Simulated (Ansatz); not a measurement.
## Al: pressure against volume per atom

All results are calculated (Ansatz 0.2.0). Periodic Kohn-Sham DFT of a crystal at fixed atoms; pressure and stress are positive in compression; the energy is the free energy less that of spherical unpolarised free atoms; site moments are those in the method's own spheres, positive along +z.

Cell of the first row (space group Fm-3m, No. 225):
```
Al
1.0
      0.0000     1.9827     1.9827
      1.9827     0.0000     1.9827
      1.9827     1.9827     0.0000
Al
1
Direct
  0.00000 0.00000 0.00000
```

Settings of every row: method frozen-core PAW; functional LDA; relativity scalar; k mesh 17x17x17; filling fermi-dirac; smearing width 0.03 eV; wave cutoff 420 eV; paw set soft_2.

Atom start moment: 0 on all atoms.

Limits: PAW files made with PBE.

```
row  volume per atom (Å³)  pressure (GPa)
  1                15.588               ?
  2                15.919          -0.653
  3                16.251          -2.232
  4                16.417          -2.955
  5                16.582          -3.639
  6                16.748          -4.285
  7                16.914          -4.896
  8                17.246          -6.018
  9                17.577          -7.009
```

Question: what pressure should row 1 give?

Worked fit of pressure. Take u = (V_r/V)^(2/3) − 1 with V_r = 16.665 Å³ an atom, which is twice the finite (Eulerian) strain; such expansions in the strain, on which the Birch-Murnaghan equation of state is built, carry the rest volume and the bulk modulus. The shown rows have u = 0.031, 0.01691, 0.01005, 0.00333, -0.00331, -0.00984, -0.02259, -0.0349. Least squares give pressure = −3.966 + 97.589 × u + 298.42 × u² GPa; a straight line predicts inner rows, each left out in turn, worse (root mean square 0.097 against 0.0014 GPa). The rows lie off it by 0.001, -0.002, 0.000, -0.001, 0.001, 0.001, 0.000, -0.001. The withheld row has u = 0.04555, so the fit gives −3.966 + 97.589 × (0.04555) + 298.42 × (0.04555)² = 1.098 GPa.

The calculation gave 1.129 GPa. The fit lies 0.031 GPa (2.7 % of the value, 0.38 % of the column's range) below it; its largest miss of a shown row is 0.002 GPa. This row lies beyond the range of the fit.
